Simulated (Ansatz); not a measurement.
# A series in temperature on W

Results calculated with Ansatz 0.2.0, not measured. Harmonic vibrational free energy, entropy and heat capacity at constant volume, per atom, from the force constants of a q mesh, imaginary modes left out; plane waves with PAW datasets, Gamma-centred k mesh.

Structure of every row (space group Im-3m, No. 229):
```
cell vectors (Å)
  -1.5571     1.5571     1.5571
   1.5571    -1.5571     1.5571
   1.5571     1.5571    -1.5571
atoms (fractions of the cell vectors)
W   0.00000  0.00000  0.00000
```

Settings of every row: functional LDA; dispersion none; spin none; wave cutoff 420 eV; k mesh 20x20x20; occupations fermi dirac; smearing width 0.15 eV; volume over rest 0.98; phonon method linear response; q mesh 2x2x2.

Limits: coarse q mesh; levels loosely converged; metal sensitive to the k mesh; the cell was measured well above room temperature; no spin-orbit coupling, which can matter with elements this heavy.

| row | temperature (K) | phonon heat capacity (kB/atom) | phonon entropy (kB/atom) | phonon free energy (meV/atom) |
| --- | --- | --- | --- | --- |
| 1 | 200 | 2.657 | 2.762 | 10.4 |
| 2 | 300 | 2.84 | 3.881 | -18.5 |
| 3 | 400 | ? | ? | ? |
| 4 | 500 | 2.941 | 5.361 | -99.2 |
| 5 | 600 | 2.959 | 5.899 | -147.8 |
| 6 | 700 | 2.97 | 6.356 | -200.6 |
| 7 | 800 | 2.977 | 6.753 | -257.2 |
| 8 | 900 | 2.982 | 7.104 | -316.9 |
| 9 | 1000 | 2.985 | 7.419 | -379.5 |

Question: what phonon heat capacity and phonon entropy should row 3 give?

Worked fit of phonon heat capacity. At high temperature a harmonic heat capacity falls short of its limit by a term in 1/T², so take t = (100 K / T)². The shown rows have t = 0.25, 0.11111, 0.04, 0.02778, 0.02041, 0.01562, 0.01235, 0.01. Least squares give phonon heat capacity = 3.0002 − 1.4975 × t + 0.499 × t² kB/atom; a straight line predicts inner rows, each left out in turn, worse (root mean square 0.0028 against 0.00015 kB/atom). All shown rows lie on it to the printed digit. The constant, 3.0002 kB/atom, is to be held against the harmonic limit of 3 k_B an atom. The withheld row has t = 0.0625, so the fit gives 3.0002 − 1.4975 × (0.0625) + 0.499 × (0.0625)² = 2.909 kB/atom.

The calculation gave 2.909 kB/atom. The fit meets it to the printed digit.

Worked fit of phonon entropy. Entropy rises as the heat capacity times the change of ln T, so take t = ln(T / 300 K). The shown rows have t = -0.4055, 0, 0.5108, 0.6931, 0.8473, 0.9808, 1.0986, 1.204. Least squares give phonon entropy = 3.8915 + 2.83225 × t + 0.08442 × t² kB/atom; a straight line predicts inner rows, each left out in turn, worse (root mean square 0.021 against 0.0074 kB/atom). The rows lie off it by 0.005, -0.011, 0.001, 0.004, 0.004, 0.002, -0.001, -0.005 (root mean square 0.0051 kB/atom), a smooth pattern that one more power would take up: the form is only approximate. The slope at t = 0, 2.83 kB/atom, estimates the heat capacity at 300 K. The withheld row has t = 0.2877, so the fit gives 3.8915 + 2.83225 × (0.2877) + 0.08442 × (0.2877)² = 4.713 kB/atom.

The calculation gave 4.708 kB/atom. The fit lies 0.005 kB/atom (0.11 % of the column's range) above it; its largest miss of a shown row is 0.011 kB/atom.

The other values of row 3: phonon free energy -55.7 meV/atom.
